**Q:** I was taught that the wider the electronegativity gap between two metals, the more charge passes between them. In this table Hg in K₃Hg carries a charge of −1.48, which I can accept. But Li in K₃Li carries −1.56, and Li and K are almost equally electropositive. What is going on?

Intermetallics of s and p metals, relaxed within the symmetry of the starting cell in Ansatz 0.2.0 with r2SCAN (plane-wave PAW, scalar-relativistic, no spin polarisation, 500 eV cutoff, Gaussian smearing, Gamma-centred k meshes). Bader charges are means over the atoms of an element, positive where electrons are lost; valence electrons include the d shell of groups 3 to 12.

```csv
formula,space group of the cell as it ended,space group,volume per atom (Å³),shortest distance (Å),pair at the shortest distance,valence electrons an atom,k mesh,smearing width,most negative Bader charge (e),most negative element,most positive Bader charge (e),most positive element,band gap on mesh (eV)
Li3Al,I4/mmm (139),I4/mmm,17.09,2.842,Al-Li,1.50,16×16×16,0.1 eV,-2.51,Al,0.84,Li,0.000
Ca2Bi,I4/mmm (139),I4/mmm,33.10,3.217,Bi-Ca,3.00,10×10×10,0.01 eV,-2.14,Bi,1.29,Ca,0.177
Sr2Mg,I4/mmm (139),Immm,43.51,3.632,Mg-Sr,2.00,10×10×6,0.1 eV,-1.79,Mg,0.89,Sr,0.000
Ba2Cd,I4/mmm (139),I4/mmm,47.38,3.630,Ba-Cd,5.33,14×14×14,0.1 eV,-1.57,Cd,0.79,Ba,0.000
K3Li,Fm-3m (225),Fm-3m,59.27,4.254,K-K,1.00,8×8×8,0.1 eV,-1.56,Li,0.52,K,0.000
K3Hg,I4/mmm (139),I4/mmm,48.46,4.055,Hg-K,3.75,10×10×10,0.1 eV,-1.48,Hg,0.49,K,0.000
MgTl,Pm-3m (221),Pm-3m,24.02,3.148,Mg-Tl,2.50,12×12×12,0.1 eV,-1.41,Tl,1.41,Mg,0.000
CaZn,Pm-3m (221),Pm-3m,24.37,3.164,Ca-Zn,7.00,12×12×12,0.1 eV,-1.29,Zn,1.29,Ca,0.000
CaMg,Pm-3m (221),Pm-3m,31.28,3.438,Ca-Mg,2.00,10×10×10,0.1 eV,-1.20,Mg,1.20,Ca,0.000
Al3Ga,Pm-3m (221),Pm-3m,16.11,2.835,Al-Al,3.00,10×10×10,0.1 eV,-0.89,Ga,0.30,Al,0.000
BaTl2,P6_3/mmc (194),P6_3/mmc,34.60,3.152,Tl-Tl,2.67,9×9×4,0.1 eV,-0.61,Tl,1.21,Ba,0.000
MgCd3,Pmm2 (25),Pmm2,21.23,3.043,Cd-Mg,9.50,14×8×8,0.1 eV,-0.49,Cd,1.47,Mg,0.000
LiMg2,Amm2 (38),Amm2,21.63,3.088,Li-Mg,1.67,8×12×12,0.1 eV,-0.41,Mg,0.84,Li,0.000
NaGa3,Pm-3m (221),Pm-3m,18.60,2.974,Ga-Na,2.50,10×10×10,0.1 eV,-0.26,Ga,0.78,Na,0.000
KSr3,Pm-3m (221),Pm-3m,59.98,4.394,K-Sr,1.75,8×8×8,0.1 eV,-0.18,Sr,0.56,K,0.000
TlSn,P4/mmm (123),P4/mmm,28.95,3.260,Sn-Sn,3.50,12×12×10,0.1 eV,-0.05,Sn,0.05,Tl,0.000
ZnGa3,Pm-3m (221),Pm-3m,16.83,2.877,Ga-Zn,5.25,10×10×10,0.1 eV,-0.04,Ga,0.11,Zn,0.000
CdIn,P-6m2 (187),P-6m2,24.58,3.129,Cd-Cd,7.50,15×15×8,0.1 eV,0.00,Cd,0.00,In,0.000
```

**A:** The direction is as you were taught: apart from TlSn and CdIn, which are nearly neutral, the more electronegative element gains. The size is what breaks the rule. Look at the potassium: each K atom loses 0.52 electrons to Li and 0.49 to Hg. On Pauling's scale, with roughly recalled values, the gap is about 0.2 in the first crystal and 1.2 in the second.

**Q:** Is K₃Li one odd crystal, or does the rule fail more widely?

**A:** It fails for the whole set of crystals in which a metal of group 1 or 2 (an s metal) is the donor, the element with the positive charge. To compare them fairly, divide the donor's charge by the number of valence electrons it brings, leaving out filled d shells. Over these 14 rows the order of this donated share is unrelated to the order of the electronegativity gaps, as the printed output shows. The order among the alkali metals even runs against chemical expectation: Li gives up 84% of its valence electron, Na 78% and K only about half.

**Q:** So does Li in K₃Li really hold one and a half extra electrons?

**A:** Not as an anion would. One extra electron fills the 2s shell, and the charge exceeds that by 0.56. What the Li atom does have is territory: one atom in four, it is assigned half the volume of the cell. In Li₃Al, where Li is positive, its territory is about 4 Å³, some thirty times less.

**Q:** Who assigns the territory?

**A:** The electron density itself. A Bader analysis cuts the crystal along surfaces that cross the line between two neighbouring atoms where the density is lowest, and each atom is credited with everything inside its own region, called its basin. In an ionic salt the minimum is deep and the cut is clear. In a simple metal the valence density between the atoms is nearly flat, so a slight slope decides where the minimum lies, and a large volume can go to one side.

**Q:** And why does the slope favour Li over K, but Al over Li?

**A:** Valence electrons are kept out of the space filled by an atom's core electrons. Potassium has a large core and one valence electron, so the density around it is low and rises gently towards Li. Beside Al, with three valence electrons, Li is the atom with the thin cloud. Going outwards from the donor, the density drops steeply at the edge of the core and soon begins to climb towards the partner, so the cut is made close to the core.

This also explains the reversed order of the alkali metals. The tiny Li core leaves a tiny basin, which keeps little of the valence density, while the large K core leaves a basin of 30 to 40 Å³, which keeps about half an electron. The calculation shows the volumes and the charges. That the core sets the position of the cut is an argument from theory.

**Q:** Can you estimate how much of the charge comes from territory alone?

**A:** Yes, where both elements bring the same number of valence electrons. Spread these electrons evenly over the crystal and count how many fall inside the donor's basin. For K₃Li, each atom brings one electron and the average volume per atom is 59.27 Å³, while a K basin measures 39.52 Å³ on average:

electrons kept by K = 1 × 39.52 / 59.27 = 0.67

charge of K = 1 − 0.67 = +0.33

The calculated charge is +0.52, so a perfectly even density, with no preference for Li at all, already gives about two thirds of it. The estimate has no adjustable constant, but it does take the basin volume from the calculation. It is therefore a way of reading the charge, and it can't predict one from scratch.

**Q:** How does it do in the other crystals?

**A:** Seven rows have equal valences, and in each of them the even density gives too small a charge. Part of the shortfall is to be expected where the donor's core fills much of its basin, because the estimate spreads valence electrons through the cores as well. In six it still supplies half or more of the donor's charge, with Sr₂Mg right at half. (The Sr₂Mg run carries a warning about its k-point list, and its symmetry labels disagree, so I would not lean on that row.) The clear failure is Ba₂Cd, where it yields 0.14 of the 0.79 electrons that each Ba atom loses. There the basins differ little in size, 44 Å³ for Ba and 54 Å³ for Cd, so most of the charge comes from the higher density on the Cd side. Ba₂Cd also has the widest electronegativity gap of the seven.

**Q:** So electronegativity does matter after all?

**A:** It seems to, in the part that territory leaves unexplained. Take CaMg and CaZn, which share a structure and a donor. The charge of Ca hardly changes, from 1.20 to 1.29, although Zn is clearly more electronegative than Mg. The part beyond the even density grows more visibly, from 1.20 − 0.83 = 0.37 to 1.29 − 0.73 = 0.56. This is only one pair, though. In MgCd₃ the gap is a little wider than in CaMg, yet that part is just 1.47 − 1.28 = 0.19.

**Q:** Does the same hold for K₃Li and K₃Hg, where I started?

**A:** The valences differ in K₃Hg, so I would compare densities directly. The valence density in the Li basin is 1.8 times that in the K basins; for Hg the ratio is 2.9. Part of the difference arises because Hg brings two electrons and Li only one. Still, the two similar charges describe different situations: Li has a very large basin, moderately filled, and Hg a smaller one, filled more densely.

**Q:** Is there evidence against reading these charges as ions that doesn't rest on your even density?

**A:** LiMg₂ offers some. Its Mg atoms sit on different sites, and their charges run from +0.26 to −1.06 within one metal, which the average in the table hides. No chemist would assign such different oxidation states to them.

KSr₃ offers another. Bader's method makes K positive there, at +0.56, while a Löwdin count, which sorts electrons by atomic orbitals instead of regions of space, puts 1.39 electrons in the 4s orbital of K and so makes it negative. The Löwdin count has faults of its own: the wide 4s orbital reaches over the neighbours, and with no 4d or 5p orbitals listed for Sr, more than one of the seven valence electrons in the cell is counted nowhere. When even the sign depends on the method, neither number should be taken for an ionic charge.

**Q:** In Ca₂Bi the charges don't even add up to zero. Is that the same problem?

**A:** It is a related one. In the cell of six atoms, 0.87 electrons in about 12 Å³ belong to no atom. By formal counting, two Ca atoms offer four electrons and Bi takes three, which leaves one per formula, or two in this cell. Every Bader basin surrounds a maximum of the density, so there must be at least one maximum in a hollow between the atoms. The spare electrons are its likely source, though less than half of their charge is counted there.

**Q:** Then why are the charges so small in Al₃Ga, TlSn, ZnGa₃ and CdIn?

**A:** None of these has an s metal as donor. Each donor's basin lies within about a tenth of the average volume per atom, and the donated share is 10% at most. The likely reason is that both elements carry dense valence clouds of similar height, so that the minimum falls near the middle. The −0.89 on Ga in Al₃Ga looks large only because three Al atoms each contribute 0.30. Al also shows that a small core is not enough: for the cut to close in on it, the donor's own valence cloud presumably has to be thin as well.

**Q:** If I had to guess the charge in a similar crystal, how would I go about it?

**A:** First ask which element is less electronegative, and expect it to be the donor. If it is an s metal, as in the 14 rows here, the share it gives up depends mostly on which metal it is. Had you known only MgTl, where Mg gives up about 70%, you would have guessed much the same for MgCd₃, and the calculation gives nearly three quarters.

Barium shows the limit of this rule, with about 40% in Ba₂Cd but 61% in BaTl₂. BaTl₂ has two Tl atoms, with three valence electrons apiece, for every Ba atom, and the Ba basin is only 30 Å³ instead of 44 Å³. A denser surrounding cloud pressing the cut inwards would explain that.

**Q:** And what may I safely use such charges for?

**A:** For comparing crystals with the same donor and the same structure, with the basin volumes at hand. A large charge together with a very unequal division of space tells you mainly where the cut lies. Some of it might appear even if free atoms were simply overlapped at these positions, which remains untested here. For the strength of a bond or the oxidation state of a metal, I would not use the charge alone.

Output of the analysis:

```
Donor atoms (even-density columns are 0 where valences differ):
    row  electronegativity gap  donated share of valence %  donor basin Å3  even-density charge e  even-density part %
  Li3Al                   0.62                          84            4.02                      0                    0
  Ca2Bi                      1                        64.5           17.23                      0                    0
  Sr2Mg                   0.35                        44.5           33.67                 0.4523                50.82
  Ba2Cd                   0.81                        39.5              44                 0.1427                18.06
   K3Li                   0.16                          52           39.52                 0.3332                64.08
   K3Hg                   1.18                          49           36.24                      0                    0
   MgTl                    0.3                        70.5            8.82                      0                    0
   CaZn                    0.7                        64.5           15.42                 0.7345                56.94
   CaMg                    0.3                          60           18.35                 0.8267                68.89
  Al3Ga                    0.2                          10           14.79                 0.2458                81.94
  BaTl2                   0.71                        60.5           29.94                      0                    0
  MgCd3                    0.4                        73.5            7.61                  1.283                87.29
  LiMg2                   0.32                          84            4.36                      0                    0
  NaGa3                   0.87                          78             7.9                      0                    0
   KSr3                   0.13                          56           29.61                      0                    0
   TlSn                    0.4                       1.667           28.04                      0                    0
  ZnGa3                    0.1                         5.5           15.26                      0                    0
   CdIn                   -0.1                           0           25.26                      0                    0
Rank correlation of donated share with electronegativity gap (s-metal donors): 0.01099
Rank correlation of donated share with donor basin volume (s-metal donors): -0.956
K charge in K3Li less that in K3Hg (e): 0.03
Ca charge in CaZn less that in CaMg (e): 0.09
Ba charge in BaTl2 less that in Ba2Cd (e): 0.42
Li charge in Li3Al less that in K3Li (e): 2.4
Mg charge in MgCd3 less that in Sr2Mg (e): 3.26
Electrons on Li in K3Li beyond a filled 2s shell (e): 0.56
Li basin in K3Li over Li basin in Li3Al (ratio): 29.49
Share of the K3Li cell in the Li basin (%): 50
Valence density in Li basin over K basin in K3Li (ratio): 1.778
Valence density in Hg basin over K basin in K3Hg (ratio): 2.905
K charge in KSr3 from the Löwdin 4s population (e): -0.3917
Spread of Mg site charges in LiMg2 (e): 1.324
Charge assigned to no atom in the Ca2Bi cell of six atoms (e): 0.8692
Volume assigned to no atom in the same cell (Å3): 11.59
```
